In the diamond structure each atom has only four neighbours. Transition metals do not normally choose so open an arrangement, but placing them all in it shows what their electrons do while the geometry stays the same. The questions below go from reading the table to deciding how far its digits can be used.

Elements of groups 4 to 7 in the diamond structure, computed with Ansatz 0.2.0: LDA without spin polarisation, plane waves (cutoff 420 eV), scalar-relativistic PAW datasets made for PBE, Fermi-Dirac smearing of width 0.1 eV. Volumes and bulk moduli come from Birch-Murnaghan fits to energies extrapolated to zero smearing.

```
element   Z  valence electrons    k mesh  volume per atom, LDA (Å³)  bulk modulus, LDA (GPa)  neighbour distance, LDA (Å)
     Ti  22                  4  11×11×11                      19.05                     36.5                        2.321
      V  23                  5  17×17×17                      16.51                     84.1                        2.209
     Zr  40                  4  10×10×10                      27.63                     42.1                        2.622
     Nb  41                  5  11×11×11                      23.78                     83.1                        2.493
     Mo  42                  6  11×11×11                      21.56                      125                        2.412
     Hf  72                  4  10×10×10                      30.09                     32.4                        2.696
     Ta  73                  5  10×10×10                      26.09                     79.8                        2.569
      W  74                  6  11×11×11                      23.27                      136                        2.473
     Re  75                  7  11×11×11                      21.48                      200                        2.408
```

1. Along the row from Hf to Re, which metal takes up most room and which resists compression best?

Hf is the largest, with 30.09 Å³ per atom, and Re is the stiffest, with a bulk modulus of 200 GPa. The bulk modulus is the pressure needed per relative loss of volume, so shrinking Re by 0.1% would take about 0.2 GPa. Hf would need only a sixth of that. The shorter rows that start at Ti and Zr run the same way: each added valence electron makes the metal smaller and stiffer.

2. Why does one more electron pull the atoms together?

The d orbitals of neighbouring atoms combine into a band of states. In the lower part of the band, electrons gather between the atoms and bind them; in the upper part, they weaken the bond. From group 4 to group 7 the filling of this band grows from roughly a quarter to about half, so added electrons mostly strengthen the bonds. Stronger bonds draw the atoms closer until repulsion stops them, and a solid held in a deeper, narrower energy well is harder to squeeze.

The same picture says that the gain must fade, because states near the middle of the band bind less than those at the bottom. The volume does fall in shrinking steps, by 4.0, 2.8 and 1.8 Å³ from Hf to Re. The modulus still rises by growing steps, of 47, 56 and 64 GPa, though each is a smaller fraction of the value before it. Well past the middle, further electrons would enter states that weaken the bonds, and the trend would turn round. The table shows the trend; that d bonding is its main cause is the standard theory of these metals. Each step along a row also adds a proton, which draws the orbitals inward and helps to shrink the atoms.

3. Is the smaller atom always the stiffer one?

No. Vanadium has the smallest volume in the table, yet Re is more than twice as stiff. Within one group, too, size says little: Ta takes up 58% more volume than vanadium, but its bulk modulus is only 5% lower. Both have five valence electrons and so fill their bands to a similar level. The 5d orbitals of Ta reach further than the 3d orbitals of vanadium and can bind strongly at a larger distance. A modulus is an energy per volume, and here the stronger binding nearly makes up for the larger volume.

For a first guess at stiffness in this structure and in groups 4 to 7, count electrons before looking at size. A least-squares power law through all nine rows makes the modulus grow roughly as the cube of the number of valence electrons, with a typical error of 9%. A power law in volume alone is typically wrong by a factor of about 1.7. The first law only summarises this table, which lacks Cr, Mn and Tc: group 7 rests on Re alone, and the law is untested for the three missing metals. It should also fail further along the rows, where the trend of question 2 is expected to turn round.

4. Can a simple band model predict how much stiffer Re is than Hf?

Friedel's model replaces the d band by a flat block of states of width W. Filling it with n electrons per atom gives the bond energy

E_bond = W n(10 − n)/20.

The width falls with neighbour distance d roughly as 1/d⁵. Let the repulsion fall faster, as 1/dᵖ. At equilibrium the two forces cancel, and the curvature of the energy then gives

B·Ω = (5/9)(p − 5) E_bond,

where B is the bulk modulus and Ω the volume per atom. If p and the strength of the d overlap at a given distance stay the same along the row, B·Ω should rise in step with the bond energy.

Put one valence electron of each atom outside the d band, so that n is 3 in Hf and 6 in Re. Filling then contributes a factor (6 × 4)/(3 × 7) = 1.14. The shorter distance widens the band by (2.696/2.408)⁵ = 1.76. Together they predict that B·Ω doubles.

The table gives (200 × 21.48)/(32.4 × 30.09) = 4.4. Putting two electrons outside the d band raises the prediction only to 2.7. The model has the right direction but misses much of the size, so it should not be used to calculate a modulus. One assumption is known to fail: the d orbitals contract from Hf to Re, so their overlap at a given distance weakens. Allowing for that would lower the prediction further. The missing rise must come from elsewhere, perhaps from the uneven spread of states in a real band or from the s and p electrons, which the model leaves out; the table cannot tell which. Adjusting p would not rescue the model. With any p above 5, it makes the modulus grow by more than 5.3 GPa for each GPa of applied pressure, whereas the fits behind the table give only 2.7 to 4.3.

5. Why does the neighbour distance of Ti imply a larger volume than the one listed?

In the diamond structure the volume per atom is 8d³/(3√3). For Ti this gives 19.25 Å³, while the table lists 19.05 Å³, a gap of 1%. The cause is the smearing, which spreads electrons over states near the Fermi level as a temperature would. Expansion increases the associated entropy, so the electrons push the atoms slightly apart. The neighbour distance contains this push, whereas the listed volume comes from energies extrapolated to zero smearing.

The computed entropies put the push in Ti at about 0.36 GPa. Divided by the bulk modulus of 36.5 GPa, that is an expansion of 1%, as found. In Re the push is weaker and the metal much stiffer, so the gap is below 0.1%. Where a few tenths of a percent matter, do not mix the two columns; a smaller smearing width, with a k mesh fine enough to support it, should bring them together.

6. Is vanadium really stiffer than Nb?

The table puts vanadium ahead, by 84.1 to 83.1 GPa. The pressures from the same calculations, taken at 4% compression and 4% expansion, reverse the order: 81.2 GPa for vanadium and 81.7 GPa for Nb. The two routes do not measure quite the same thing, however. The pressures still contain the smearing push of question 5, while the listed moduli come from energies extrapolated to zero smearing. The reversal therefore does not prove the listed order wrong, but a lead of about 1% that depends on how smearing is treated is too small to rank two metals. Across all rows the two routes differ by up to about 4% of the listed value, so a third figure deserves little trust. The sixfold rise from Hf to Re is far beyond such doubts.

7. Which numbers may go into a design or a database?

None of them should stand for the ordinary metal, whose atoms are packed more closely. The diamond form was held in its symmetry and may be unstable against small distortions. The absolute values also carry a bias. LDA usually makes the volumes of metals too small and their moduli too high, and here it was combined with atomic datasets made for another functional, PBE. Hf also differs from Ta, W and Re in its dataset, which treats the 4f electrons explicitly; the effect of this was not tested. The runs left out spin altogether, so the absence of magnetic moments is a condition of the calculation and not a finding.

What carries over to practice is the order of the questions. Ask first how far the bonding states are filled, then how large the orbitals are, and only then what the volume is. For a property of the ordinary metal, repeat the calculation in its stable structure with matching datasets.
